**Boron arsenide by eleven methods: band gap, volume and bulk modulus**

The table holds the band gap of zinc-blende BAs on one r2SCAN cell, the relaxed volume per atom, the bulk modulus at fixed shape and a rough processor time, from plane-wave and small-basis PBE, r2SCAN, GLLB-SC, GFN1- and GFN2-xTB, PM6 and PM7, without spin or spin-orbit coupling. The program separates the gap differences by k sampling, basis and derivative discontinuity, and tests $B \propto V^{-n}$ anchored on r2SCAN with $n = 4$ (one energy curve tilted by a pressure term) and $n = 7/6$ (bond-length scaling), besides a free exponent. Read on the coarse mesh alone, the PBE gap would be 0.253 eV larger; minimal bases raise it by 1.216 and 2.404 eV, and the discontinuity supplies 89 % of the GLLB-SC shift from PBE. The $n = 4$ form holds within 1 % for PBE and DZVP and about 3 % for the xTB rows, while SZV lies 13 % above it; the exponent fitted without SZV is 3.47.

Zinc-blende BAs by semi-empirical, tight-binding and DFT methods, without spin polarisation or spin-orbit coupling. Gaps and times are for single points on the r2SCAN-relaxed cell (64 atoms: periodic cluster at the zone centre; GLLB-SC: gap with derivative discontinuity). Volumes come from each method's own relaxation or energy curve, bulk moduli are at fixed cell shape.

## Analysis program

```python
# Table: zinc-blende BAs, gap on the r2SCAN cell, relaxed volume, bulk modulus, rough time; several
# programs (PBE plane waves and small bases, r2SCAN, GLLB-SC, GFN-xTB, PM6/PM7), no spin-orbit.
# Tested: gap differences by cause (k points, basis, discontinuity); B(V) as one shared energy curve.
T = {
    'rung_name': ['PBE coarse-settings', 'PBE', 'PBE sz-orbitals', 'GFN1-xTB tblite', 'GLLB-SC', 'PBE SZV', 'r2SCAN', 'GFN2-xTB tblite', 'PBE DZVP', 'PM7', 'PM6'],
    'rung_kind': ['low cutoff and mesh', 'semilocal', 'small basis', 'tight binding', 'model potential', 'small basis', 'semilocal', 'tight binding', 'small basis', 'semi-empirical', 'semi-empirical'],
    'rung_band_gap': [1.19, 1.188, 2.404, 1.34, 1.735, 3.592, 1.375, 1.028, 1.232, 6.831, 3.339],  # eV
    'rung_volume_per_atom': [None, 13.9, None, 13.255, None, 14.575, 13.684, 14.714, 14.025, None, None],  # angstrom^3
    'rung_bulk_modulus': [None, 131.4, None, 155.7, None, 124.0, 140.9, 108.7, 128.0, None, None],  # GPa
    'rung_atoms_computed': [2, 2, 2, 64, 2, 2, 2, 64, 2, 64, 64],
    'cost': [0.6, 2, 3, 3, 5, 5, 6, 7, 10, 10, 10],  # s
}
import numpy as np, itertools
from scipy import constants as C, stats
N = T['rung_name']
g = dict(zip(N, T['rung_band_gap'])); c = dict(zip(N, T['cost']))
V = {n: v for n, v in zip(N, T['rung_volume_per_atom']) if v is not None}
B = {n: b for n, b in zip(N, T['rung_bulk_modulus']) if b is not None}
# further outputs of the same runs (eV, GPa, reciprocal-lattice fraction)
mesh4, mesh10, kc = 1.442719, 1.188402, 0.398438
dPBE, dsz, dGL, ksGL, disc = 3.27565, 3.86381, 3.376294, 1.249346, 0.48532
Pout = {'PBE': 2.170436, 'GFN1-xTB tblite': -4.57445}
kT = C.k*300/C.e
print('Gap, shift from PBE (rounding 0.001 eV), ratio, log10 factor on exp(-Eg/2kT) at 300 K')
for n in N:
    d = g[n]-g['PBE']
    print(f'  {n:20s} {g[n]:.3f} eV {d:+.3f} eV  x{g[n]/g["PBE"]:.2f}  {-d/(2*kT)/np.log(10):+.1f}')
o = [n for n in N if n != 'GLLB-SC']
rho = stats.spearmanr([c[n] for n in o], [abs(g[n]-g['GLLB-SC']) for n in o])[0]
print(f'Rank correlation of rough time with distance from GLLB-SC gap, 10 rows: {rho:+.2f}')
t0 = 2*kc
print(f'PBE conduction minimum at {t0:.3f} of Gamma-X; nearest point of a Gamma-centred mesh:')
print('  ' + ', '.join(f'{m}x{m}x{m}: {min((2*j/m for j in range(m//2+1)), key=lambda t: abs(t-t0)):.3f}' for m in (4, 5, 6, 10)))
cl = {((k+l) % 4, (h+l) % 4, (h+k) % 4) for h, k, l in itertools.product(range(4), repeat=3)}
print(f'64-atom cubic cluster: {len(cl)} k points, all multiples of 1/4, so among the 64 of 4x4x4')
print(f'Gap on own mesh minus table gap: 4x4x4 {mesh4-g[N[0]]:+.3f} eV, 10x10x10 {mesh10-g["PBE"]:+.3f} eV')
a = (8*V['r2SCAN'])**(1/3); dk = (1-t0)*2*np.pi/(a*1e-10)
print(f'Cubic a = {a:.3f} A; free-electron energy from minimum to X: {(C.hbar*dk)**2/(2*C.m_e*C.e):.2f} eV')
si, sd = g['PBE sz-orbitals']-g['PBE'], dsz-dPBE
print(f'sz minus PBE: indirect {si:+.3f} eV, direct {sd:+.3f} eV, ratio {si/sd:.2f}')
print(f'SZV-DZVP {g["PBE SZV"]-g["PBE DZVP"]:+.3f}, SZV-sz {g["PBE SZV"]-g["PBE sz-orbitals"]:+.3f}, PM7-PM6 {g["PM7"]-g["PM6"]:+.3f}, GFN1-GFN2 {g["GFN1-xTB tblite"]-g["GFN2-xTB tblite"]:+.3f} eV')
print(f'GLLB-SC Kohn-Sham minus PBE: indirect {ksGL-g["PBE"]:+.3f} eV, direct {dGL-dPBE:+.3f} eV')
print(f'Discontinuity {disc:.3f} eV = {100*disc/(g["GLLB-SC"]-g["PBE"]):.0f} % of GLLB-SC minus PBE; r2SCAN shift {100*(g["r2SCAN"]-g["PBE"])/(g["GLLB-SC"]-g["PBE"]):.0f} %')
M = sorted(V, key=V.get); V0, B0, Bp = V['r2SCAN'], B['r2SCAN'], 4.0  # B' about 4: rough recalled value
x = np.log([V[n]/V0 for n in M]); y = np.log([B[n] for n in M])
keep = np.array([n != 'PBE SZV' for n in M])
s6, i6 = np.polyfit(x, y, 1); s5, i5 = np.polyfit(x[keep], y[keep], 1)
print(f'B ~ V^-n fitted: n = {-s6:.2f} (six rows), n = {-s5:.2f} (without SZV)')
print('Against r2SCAN: dV %, da %, dB %; table over model in % for n=4, n=7/6, five-row fit')
R = []
for n, xi, yi in zip(M, x, y):
    r = [100*(B[n]/m-1) for m in (B0*np.exp(-Bp*xi), B0*np.exp(-7/6*xi), np.exp(i5+s5*xi))]
    R.append(r)
    print(f'  {n:16s} {100*np.expm1(xi):+.2f} {100*np.expm1(xi/3):+.2f} {100*(B[n]/B0-1):+.1f} | {r[0]:+.1f} {r[1]:+.1f} {r[2]:+.1f}')
R = np.array(R); nr = np.array([n != 'r2SCAN' for n in M])
print('rms % for n=4, n=7/6: five rows besides r2SCAN {:.1f} {:.1f}; also without SZV {:.1f} {:.1f}'.format(
    *np.sqrt((R[nr, :2]**2).mean(0)), *np.sqrt((R[nr & keep, :2]**2).mean(0))))
print(f'Worst row: n=4 {M[np.abs(R[:,0]).argmax()]}, n=7/6 {M[np.abs(R[:,1]).argmax()]}')
print(f'Rounding of the table affects these residuals by about {100*(0.1/B0+Bp*0.001/V0):.1f} %')
print(f'Spread max/min: volume {max(V.values())/min(V.values()):.3f}, modulus {max(B.values())/min(B.values()):.2f}, gap {max(g.values())/min(g.values()):.1f}')
print("Murnaghan pressure at the r2SCAN cell from own V0, B0 and B'=4:")
P = {n: B[n]/Bp*((V[n]/V0)**Bp-1) for n in M if n != 'r2SCAN'}
for n in P:
    print(f'  {n:16s} {P[n]:+.2f} GPa' + (f', run gives {Pout[n]:+.2f} GPa ({100*(P[n]/Pout[n]-1):+.1f} %)' if n in Pout else ''))
assert 3 < -s5 < 5
assert g['PBE SZV'] > g['PBE sz-orbitals'] > g['PBE DZVP'] > g['PBE']
assert abs(ksGL+disc-g['GLLB-SC']) < 0.001
assert all(P[n]*Pout[n] > 0 for n in Pout)
```

Output:

```
Gap, shift from PBE (rounding 0.001 eV), ratio, log10 factor on exp(-Eg/2kT) at 300 K
  PBE coarse-settings  1.190 eV +0.002 eV  x1.00  -0.0
  PBE                  1.188 eV +0.000 eV  x1.00  -0.0
  PBE sz-orbitals      2.404 eV +1.216 eV  x2.02  -10.2
  GFN1-xTB tblite      1.340 eV +0.152 eV  x1.13  -1.3
  GLLB-SC              1.735 eV +0.547 eV  x1.46  -4.6
  PBE SZV              3.592 eV +2.404 eV  x3.02  -20.2
  r2SCAN               1.375 eV +0.187 eV  x1.16  -1.6
  GFN2-xTB tblite      1.028 eV -0.160 eV  x0.87  +1.3
  PBE DZVP             1.232 eV +0.044 eV  x1.04  -0.4
  PM7                  6.831 eV +5.643 eV  x5.75  -47.4
  PM6                  3.339 eV +2.151 eV  x2.81  -18.1
Rank correlation of rough time with distance from GLLB-SC gap, 10 rows: +0.35
PBE conduction minimum at 0.797 of Gamma-X; nearest point of a Gamma-centred mesh:
  4x4x4: 1.000, 5x5x5: 0.800, 6x6x6: 0.667, 10x10x10: 0.800
64-atom cubic cluster: 32 k points, all multiples of 1/4, so among the 64 of 4x4x4
Gap on own mesh minus table gap: 4x4x4 +0.253 eV, 10x10x10 +0.000 eV
Cubic a = 4.784 A; free-electron energy from minimum to X: 0.27 eV
sz minus PBE: indirect +1.216 eV, direct +0.588 eV, ratio 2.07
SZV-DZVP +2.360, SZV-sz +1.188, PM7-PM6 +3.492, GFN1-GFN2 +0.312 eV
GLLB-SC Kohn-Sham minus PBE: indirect +0.061 eV, direct +0.101 eV
Discontinuity 0.485 eV = 89 % of GLLB-SC minus PBE; r2SCAN shift 34 %
B ~ V^-n fitted: n = 2.96 (six rows), n = 3.47 (without SZV)
Against r2SCAN: dV %, da %, dB %; table over model in % for n=4, n=7/6, five-row fit
  GFN1-xTB tblite  -3.14 -1.06 +10.5 | -2.7 +6.5 -0.2
  r2SCAN           +0.00 +0.00 +0.0 | +0.0 +0.0 +0.9
  PBE              +1.58 +0.52 -6.7 | -0.7 -5.0 -0.7
  PBE DZVP         +2.49 +0.82 -9.2 | +0.2 -6.5 -0.2
  PBE SZV          +6.51 +2.12 -12.0 | +13.3 -5.3 +10.5
  GFN2-xTB tblite  +7.53 +2.45 -22.9 | +3.1 -16.0 +0.1
rms % for n=4, n=7/6: five rows besides r2SCAN 6.2 8.9; also without SZV 2.1 9.6
Worst row: n=4 PBE SZV, n=7/6 GFN2-xTB tblite
Rounding of the table affects these residuals by about 0.1 %
Spread max/min: volume 1.110, modulus 1.43, gap 6.6
Murnaghan pressure at the r2SCAN cell from own V0, B0 and B'=4:
  GFN1-xTB tblite  -4.66 GPa, run gives -4.57 GPa (+1.8 %)
  PBE              +2.12 GPa, run gives +2.17 GPa (-2.2 %)
  PBE DZVP         +3.31 GPa
  PBE SZV          +8.90 GPa
  GFN2-xTB tblite  +9.15 GPa
```
